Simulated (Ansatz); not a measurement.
## Ge (Ia-3), a film clamped to a substrate

All numbers below come from DFT PBEsol, scalar-relativistic, plane waves, PAW in Ansatz. The runs took a 420 eV cutoff, a Γ-centred 8×8×8 mesh and Gaussian smearing (0.15 eV). No spin polarisation. Energies are free energies at this smearing, counted from the undisturbed cell; pressure is positive in compression.

The undisturbed cell (relaxed at this level; this form isn't the usual structure):

```
CELL_PARAMETERS angstrom
-3.46966 3.46966 3.46966
3.46966 -3.46966 3.46966
3.46966 3.46966 -3.46966
ATOMIC_POSITIONS crystal
Ge 0.50000 0.00000 0.79584
Ge 0.79584 0.50000 0.00000
Ge 0.00000 0.79584 0.50000
Ge 0.70416 0.70416 0.70416
Ge 0.50000 0.00000 0.20416
Ge 0.20416 0.50000 0.00000
Ge 0.00000 0.20416 0.50000
Ge 0.29584 0.29584 0.29584
```

The cell (8 atoms, V0 = 167.08 Å³) is strained by p along both x and y and by q along z, fractional coordinates fixed. τp = (1/V0) ∂E/∂p = (σxx + σyy)(1 + p)(1 + q) and τq = (1/V0) ∂E/∂q = σzz(1 + p)², with tension positive.

```
     p q  ΔE (meV/atom)  τp (GPa)  τq (GPa)
 0.000   0.000           0.00      0.04      0.02
-0.015   0.000           5.38     -5.68     -1.07
 0.015   0.000           5.05      5.00      1.02
 0.000  -0.015           2.12     -1.06     -2.23
 0.000   0.015           2.07      1.03      2.07
```

Question: Get the second derivatives of the energy density.

Answer: Central differences give A = ∂τp/∂p = 356 GPa (C11 + C22 + 2 C12), C = ∂τq/∂q = 143 GPa (C33) and the cross term B = ∂τq/∂p = 69 GPa (C13 + C23); ∂τp/∂q = 69 GPa must equal B, and any difference shows higher-order terms. The ions are clamped. In a cubic crystal C11 = C = 143, C12 = B/2 = 35 GPa and A should be 2(C11 + C12) = 356 GPa; the bulk modulus is (C11 + 2 C12)/3 = 71 GPa.

Question: A film of this crystal grows with z along the normal on a substrate that imposes p. How does its thickness respond, and what does the misfit cost?

Answer: Count p and q from the stress-free cell. A free surface needs τq = 0, so q = −(B/C) p = -0.49 p. The energy density left is (A − B²/C) p²/2 = M p², with the biaxial modulus M = 161 GPa; a misfit of 1 % costs 2.10 meV/atom, against 2.32 meV/atom if the thickness were held.

At p = 0.030 the energies along q are 19.4 (q = -0.030), 17.2 (q = -0.015), 19.1 (q = 0.000), 24.7 (q = 0.015), 33.7 (q = 0.030) meV/atom.

Question: Does the linear rule hold at this misfit?

Answer: A parabola through the lowest point and its neighbours has its minimum at q = -0.014, 17.2 meV/atom. With the stress left in the starting cell, τp0 and τq0, linear elasticity gives q = −(τq0 + Bp)/C = -0.015 and E = V0(τp0 p + τq0 q + Ap²/2 + Bpq + Cq²/2)/N = 19.0 meV/atom. The two agree within a tenth in energy.

Forces appear on the atoms along this scan, and letting them relax would lower the energy and soften the response. In a metal these slopes depend on the k mesh and the smearing.

The film resists a change of shape much more than it passes strain from the plane to the normal: C12 is only about a quarter of C11. This is typical of a covalent network, where distorted sp3 bonds oppose bending as well as stretching. The thickness therefore makes up only part of the in-plane area change, the volume doesn't stay constant, and freeing the surface recovers little of the misfit energy.

Compression costs more than equal tension along both p and q. The small residual tension would favour the opposite order, so the asymmetry is anharmonic: overlap repulsion steepens as the atoms approach, while stretched bonds soften. The same softening probably explains why linear elasticity overestimates the energy at p = 0.030, although it places the optimum thickness well. An equally large compressive misfit should then cost more than the linear estimate. The scan contains no shear that changes the angles between the cubic axes, so it supports neither a claim of full elastic stability nor a transfer of M to other film orientations.
